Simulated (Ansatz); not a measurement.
Fe: largest site moment and pressure as volume scale varies

Plane-wave DFT, scalar-relativistic PAW made under PBE with cores redone for the functional, no dispersion; the given relaxed cell is scaled uniformly, energy at zero smearing counts from the unscaled cell, pressure at the given Fermi-Dirac smearing is positive in compression. The results are calculated, by Ansatz 0.2.0.

The cell before it is scaled or strained (space group P6_3/mmc, No. 194):
```
CELL_PARAMETERS angstrom
2.50790 0.00000 0.00000
-1.25400 2.17190 0.00000
0.00000 0.00000 8.61390
ATOMIC_POSITIONS crystal
Fe 0.00000 0.00000 0.00000
Fe 0.00000 0.00000 0.50000
Fe 0.33333 0.66667 0.25000
Fe 0.66667 0.33333 0.75000
```

Settings of every row: spin polarised yes; functional r2SCAN; wave cutoff 500 eV; smearing width 0.05 eV; k mesh 16x16x4.

Atom:
| element | starting moment (Bohr magneton) |
| --- | --- |
| Fe | 2.55 |
| Fe | 2.55 |
| Fe | -2.76 |
| Fe | -2.76 |

Limits: search for a lower magnetic state is off; the cell comes from a prototype or a list of computed structures and needn't be the stable phase.

| row | volume scale | V (Å³/atom) | largest site moment (Bohr magneton) | pressure (GPa) | energy change per atom (meV) |
| --- | --- | --- | --- | --- | --- |
| 1 | 0.88 | 10.322 | 2.37 | 20.36 | 80.36 |
| 2 | 0.92 | 10.791 | ? | ? | ? |
| 3 | 0.96 | 11.261 | 2.65 | 5.44 | 7.44 |
| 4 | 1.04 | 12.199 | 2.86 | -4.61 | 7.22 |
| 5 | 1.08 | 12.668 | 2.93 | -8.35 | 26.17 |
| 6 | 1.12 | 13.137 | 3 | -11.64 | 55.24 |

Question: what largest site moment and pressure should row 2 give?

Worked fit of largest site moment. Take t = volume scale − 1. The shown rows have t = -0.12, -0.04, 0.04, 0.08, 0.12. Least squares give largest site moment = 2.762 + 2.61 × t − 5.41 × t² Bohr magneton; a straight line predicts inner rows, each left out in turn, worse (root mean square 0.038 against 0.0058 Bohr magneton). The rows lie off it by 0.00, 0.00, 0.00, -0.01, 0.00. The withheld row has t = -0.08, so the fit gives 2.762 + 2.61 × (-0.08) − 5.41 × (-0.08)² = 2.52 Bohr magneton.

The calculation gave 2.5 Bohr magneton. The fit lies 0.02 Bohr magneton (3.2 % of the column's range) above it; its largest miss of a shown row is 0.01 Bohr magneton.

Worked fit of pressure. Take u = (V_r/V)^(2/3) − 1 with V_r = 12.199 Å³ an atom, which is twice the finite (Eulerian) strain; such expansions in the strain, on which the Birch-Murnaghan equation of state is built, carry the rest volume and the bulk modulus. The shown rows have u = 0.11782, 0.05479, 0, -0.02484, -0.04819. Least squares give pressure = −4.655 + 163.185 × u + 414.85 × u² GPa; a straight line predicts inner rows, each left out in turn, worse (root mean square 1.4 against 0.16 GPa). The rows lie off it by 0.03, -0.09, 0.04, 0.10, -0.08 (root mean square 0.073 GPa). The withheld row has u = 0.0852, so the fit gives −4.655 + 163.185 × (0.0852) + 414.85 × (0.0852)² = 12.26 GPa.

The calculation gave 12.37 GPa. The fit lies 0.11 GPa (0.34 % of the column's range) below it; its largest miss of a shown row is 0.10 GPa.

The other values of row 2: energy change per atom 33.09 meV.
